A density analysis of an organosilicon molecule can end with a decision: does a low value at one bond mark a weakened bond worth following up, or is it simply what a bond of that kind and length should have? A quick estimate from the bond length helps to decide. Two magnitudes are worth remembering. At the thinnest place along an ordinary bond between carbon and carbon or carbon and hydrogen the electron density is near 0.3 atomic units (electrons per cubic bohr), and along a bond to silicon it is near 0.1.

Properties at the QTAIM bond critical points of a silyl-substituted silacyclobutene (C3H8Si2, neutral singlet), calculated with PySCF 2.14.0 at the B3LYP/def2-SVPD level in the gas phase, at a GFN2-xTB geometry. The energy density is the sum of the kinetic and potential energy densities.

```csv
row,density (a.u.),first atom,second atom,laplacian (a.u.),energy density (a.u.)
1,0.342,3.000,4.000,-0.900,-0.363
2,0.284,3.000,10.000,-1.089,-0.310
3,0.282,4.000,11.000,-1.067,-0.308
4,0.268,2.000,9.000,-0.913,-0.280
5,0.253,2.000,3.000,-0.567,-0.209
6,0.118,5.000,12.000,0.324,-0.064
7,0.118,5.000,13.000,0.321,-0.064
8,0.117,1.000,8.000,0.326,-0.063
9,0.117,1.000,7.000,0.327,-0.062
10,0.116,1.000,6.000,0.323,-0.062
11,0.111,1.000,2.000,0.304,-0.058
12,0.111,4.000,5.000,0.320,-0.057
13,0.103,2.000,5.000,0.246,-0.054
```

The molecule is a silacyclobutene, a four-membered ring of three carbon atoms and one silicon atom with a C=C double bond, and its saturated ring carbon carries a silyl group. Atoms 1 and 5 are silicon, atoms 2 to 4 carbon and atoms 6 to 13 hydrogen. Each row is one bond, named by the numbers of its two atoms. The density is taken at the bond critical point, the place on the path between two bonded atoms where the density is lowest along the path and highest across it. Rows 1 to 5 are bonds without silicon and rows 6 to 13 are bonds to silicon. No row falls between the two groups: the first ends at 0.253 and the second begins at 0.118.

### Length sets the density, once hydrogen is set apart

The simplest guess, that a shorter bond is a denser one, fails at the top of the table. The C–H bonds are about 1.08 Å long and the C=C bond 1.34 Å, yet C=C has the higher density. Silicon shows the same thing in another form. Its bonds to hydrogen are some 0.4 Å shorter than its bonds to carbon, and their densities are almost equal.

Both oddities involve hydrogen. When bonds to hydrogen are treated as a family of their own, one simple dependence on length serves both families:

$$\rho \approx \frac{K}{R^3}$$

Here $\rho$ is the density in atomic units and $R$ the bond length in ångström. The constant $K$ is 0.8 for a bond between two heavy atoms (here carbon with carbon or carbon with silicon) and 0.36 for a bond from carbon or silicon to hydrogen. Both are rounded averages of $\rho R^3$ over the bonds of each family in this molecule.

### Why the cube

An argument about size suggests the cube. Carbon and silicon each have four valence electrons, but silicon holds them in a larger cloud. Suppose that silicon's cloud were an exact copy of carbon's, enlarged by a factor $\lambda$ in every direction. The same four electrons would then fill a volume $\lambda^3$ times as large, so the density at any corresponding place would drop by $\lambda^3$. If bond lengths grow with the size of the clouds, the density should fall roughly as the inverse cube of the length.

This is a way to remember the cube and not a proof of it. In the C–C bond the critical point lies about midway, but in the Si–C bonds it lies about 0.7 Å from silicon and 1.2 Å from carbon. These are not corresponding places in a bond and its enlarged copy, and only one of the two atoms has been exchanged. That the cube works as well as it does is a finding from the table.

The size argument speaks of whole atomic clouds, not of a separate bonding pair, and in that respect the calculation supports it. When the density of free atoms, placed side by side without any bonding, is compared with that of the molecule, the free atoms already supply between 62% and 84% of the value at the critical point. Bond formation adds the rest. The constant $K$ should therefore not be read as a number of bonding electrons.

Hydrogen needs a smaller constant, plausibly because it is built differently. It has no core to keep its partner's electrons at a distance, so its nucleus sits well inside the shared cloud, and it brings one electron instead of four. The bond length then understates the size of the cloud. The ratio of the two constants says by how much: $(0.8/0.36)^{1/3}$ is about 1.3, so a bond to hydrogen has the density of a heavy-atom bond 1.3 times as long. For Si–H this equivalent length is about 1.9 Å, which is the length of an Si–C bond, so the rule gives the two nearly the same density.

The double bond follows the rule for another reason. Its atoms are the same as in the single bond and have merely moved closer, so that their clouds overlap more deeply. The second, $\pi$, pair of electrons has almost no density on the line between the atoms, because that line lies in its nodal plane. By this argument it raises the density at the critical point mainly by shortening the bond. The cube law would make C=C 42% denser than C–C, and the table has it 35% denser.

### Two bonds worked by hand

The only input is the bond length, which follows from the positions of the two atoms by Pythagoras' theorem. Row 5 is the single bond between carbon atoms 2 and 3, with a length of 1.502 Å. Both atoms are heavy, so the constant is 0.8:

$$R^3 = 1.502^3 = 3.39, \qquad \rho \approx \frac{0.8}{3.39} = 0.236$$

The calculated density is 0.253, so the estimate is 7% below it. This is one of the poorer cases.

Row 8 joins silicon atom 1 to hydrogen atom 8 over 1.465 Å. The constant is now the one for hydrogen:

$$R^3 = 1.465^3 = 3.14, \qquad \rho \approx \frac{0.36}{3.14} = 0.115$$

The calculated value is 0.117, and the estimate is 2% below it. Both worked bonds were among those from which the constants were averaged, so they show how the rule is used and are no independent test of it.

### How far the rule can be trusted

Over the thirteen bonds the typical (root-mean-square) miss is 4% of the calculated density, and the largest is 8%, for the Si–C bond of row 12. A fair comparison is an even simpler recipe that also has two constants: one average density for bonds without silicon and one for bonds with it. Its typical miss is 7%, and for C=C it is 16% too low. Knowing the length thus pays off most for the two carbon–carbon bonds, which differ in order. For the Si–C bonds of rows 11 and 12 the lookup is the closer of the two recipes.

A harder test is to take the constants from carbon's bonds alone and carry them over to silicon. The constant from the two carbon–carbon bonds makes the Si–C densities 12% too high on average. The constant from the C–H bonds makes the Si–H densities 4% too low. The inverse cube with carbon's constants thus reproduces most of the drop from carbon to silicon. It misses roughly the last tenth of the drop for Si–C and slightly overshoots for Si–H.

The exponent tells the same story. A least-squares fit to the logarithm of all thirteen densities, with the exponent left free and a separate constant for hydrogen, gives −3.05, very close to the cube. This agreement is partly an average over unlike steps. From C=C to C–C the density falls with the power 2.6 of the length, and from C–C to Si–C with the power 3.6. The cube is a good compromise for this set of bonds and not a law that each pair obeys.

The steeper fall towards Si–C goes with a change that the cube leaves out. Silicon's side of the bond, from its nucleus to the critical point, is no longer than carbon's side in the C–C bond, and the added length lies on the side of carbon. This is the pattern expected for a polar bond in which carbon holds the larger share of the density. The Si–H bonds show a similar pattern, with most of the added length on the side of hydrogen, yet from C–H to Si–H the density falls only with the power 2.9. Polarity thus affects where the density is read, but these data do not say how much of the steeper fall it causes.

### Reading a low value

The rule can now be applied to the question of the weakened bond. Row 13, the ring bond between silicon and the saturated carbon atom, has the lowest density in the table. It is also the longest bond, at 1.940 Å against 1.884 Å for the other Si–C bond of the ring in row 12. The cube of that ratio predicts a density 8% lower, and the table shows 7%.

The low value in row 13 therefore repeats what the length already says and is no separate sign of weakness. Whether the longer bond is also easier to break, the rule cannot say. The bond order from the same calculation, a measure of how many electron pairs the two atoms share, at least gives no hint of it: it is not lower in row 13 than in row 12. Such a comparison between two bonds of the same kind is also the safest use of the rule. The constant cancels, and with it most of the error that the two estimates have in common.

A low density does not mean that a bond to silicon is not covalent, either. The Laplacian, which is negative where electron density is locally concentrated and positive where it is depleted, is negative in rows 1 to 5 and positive in rows 6 to 13. The energy density, however, is negative in every row, which is the mark of shared electrons. This combination is usual for polar covalent bonds to silicon. The rule for $\rho$ says nothing about these signs, so the character of a bond has to be judged from the other columns.

### Where the rule ends

The cube makes the estimate sensitive to its input: a relative error in the length enters the density three times over. For a C–H bond, 0.01 Å more or less changes the estimate by about 3%, which is about two thirds of the typical miss of the rule. The lengths used here come from an approximate tight-binding geometry, and the calculated densities depend on them too. Differences of a percent or two, such as those among the five Si–H bonds, are too fine for the rule to explain.

The constants belong to the C–C, C=C, Si–C, C–H and Si–H bonds of one molecule, with one small basis set. The table holds no Si–Si bond and no triple bond, so the rule is untested for them and should not be used there. The argument behind them rests on four valence electrons per heavy atom. Nitrogen, oxygen and the halogens hold more electrons in tighter clouds, so the value 0.8 has no basis for their bonds. The rule also takes for granted that the two atoms are bonded, since it returns a density for any distance put into it.

Within that range a neighbouring case is quickly judged. A carbon–carbon bond of 1.40 Å, between a single and a double bond, has $R^3 = 2.74$ and an estimated density of $0.8/2.74 = 0.29$. The rule is slightly low for both bonds that bracket this length, by 2% for C=C and 7% for C–C, so the calculated value probably lies a little above the estimate. A result far from 0.3 would be a reason to look again at the geometry or at the assignment of the critical point.
